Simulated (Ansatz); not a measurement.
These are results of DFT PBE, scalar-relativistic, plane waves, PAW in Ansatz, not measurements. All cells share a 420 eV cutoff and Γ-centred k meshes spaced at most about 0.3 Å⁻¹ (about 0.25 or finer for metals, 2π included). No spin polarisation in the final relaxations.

All energies are static (0 K, no zero-point motion).

Two relaxed structures of SiAs5:

A.

```cif
data_structure
_symmetry_space_group_name_H-M 'F-43m'
_symmetry_Int_Tables_number 216
_cell_length_a 7.8243
_cell_length_b 7.8243
_cell_length_c 7.8243
_cell_angle_alpha 90.000
_cell_angle_beta 90.000
_cell_angle_gamma 90.000
_cell_volume 479.00
loop_
_atom_site_label
_atom_site_type_symbol
_atom_site_symmetry_multiplicity
_atom_site_Wyckoff_symbol
_atom_site_fract_x
_atom_site_fract_y
_atom_site_fract_z
_atom_site_occupancy
Si1 Si 4 c 0.25000 0.25000 0.25000 1
As1 As 16 e 0.12559 0.12559 0.87441 1
As2 As 4 b 0.50000 0.00000 0.00000 1
```

B.

```cif
data_structure
_symmetry_space_group_name_H-M 'P6/mmm'
_symmetry_Int_Tables_number 191
_cell_length_a 5.3302
_cell_length_b 5.3302
_cell_length_c 5.1174
_cell_angle_alpha 90.000
_cell_angle_beta 90.000
_cell_angle_gamma 120.000
_cell_volume 125.91
loop_
_atom_site_label
_atom_site_type_symbol
_atom_site_symmetry_multiplicity
_atom_site_Wyckoff_symbol
_atom_site_fract_x
_atom_site_fract_y
_atom_site_fract_z
_atom_site_occupancy
Si1 Si 1 a 0.00000 0.00000 0.00000 1
As1 As 3 g 0.50000 0.00000 0.50000 1
As2 As 2 c 0.33333 0.66667 0.00000 1
```

Question: Which form is favoured at zero pressure, and by what margin per atom?

Answer: B is lower, by 17 meV/atom. A has space group F-43m (No. 216), 20.0 Å³/atom and no gap on its mesh; B has space group P6/mmm (No. 191), 21.0 Å³/atom and no gap. Counting As atoms around Si (those within 1.25 times the shortest such distance or 1.15 times the sum of covalent radii; a plus sign parts nearer from farther groups; the shortest distance is added where it is long for a bond), A has Si 16 from 3.2 Å and B has Si 6+12 from 3.1 Å. The lower one is the more open, so pressure narrows the difference. Even the lower one lies +0.69 eV/atom against the reference forms of the elements (uncorrected), so neither is stable at this level. In A, Si is surrounded by 16 As at 3.25–3.39 Å (long contacts); As on a site of symmetry 3m is surrounded by 6 As at 2.75–2.78 Å, 3 As at 3.24 Å and 3 Si at 3.25 Å; As on a site of symmetry -43m is surrounded by 12 As at 3.24 Å and 4 Si at 3.39 Å. In B, Si has 6 As at 3.08 Å and 12 As at 3.69 Å; As on a site of symmetry mmm has 4 As at 2.67 Å and 4 As at 2.99 Å; around As on a site of symmetry -6m2 lie 9 As at 2.99–3.08 Å and 3 Si at 3.08 Å. Both come from invented guesses. A third cell relaxed alike, in P-62m, lies 193 meV/atom below the lower of the two.

In F-43m, P6/mmm an odd number of electrons in the primitive cell allows no gap without spin; a larger cell or a magnetic state could open one. A magnetic state wasn't ruled out in cells without spin, among them F-43m, P6/mmm. Cells relaxed within their symmetry can be saddle points.

Both cells place Si in a large cage of As, an arrangement typical of intermetallics in which a big electropositive atom sits among smaller ones. Si and As are close in size and electronegativity, so neither condition is met. Si has no short tetrahedral bonds, and As lacks the three strong bonds and the stereochemically active lone pair it has in the element. Even the shortest As–As contacts, 2.67 Å in B, are stretched for a single bond. This loss of directional covalent bonding is the likely main reason for the +0.69 eV/atom.

B's small advantage probably comes from its less uniform packing, which allows shorter As–As and Si–As contacts than in A. The 17 meV/atom thus ranks two unsuitable packings and doesn't identify the ground state of SiAs5, as the P-62m cell lies far lower. That cell, too, remains well above the elements. Known silicon arsenides with fourfold Si and threefold As are the natural competitors, and could only make the test of stability stricter.
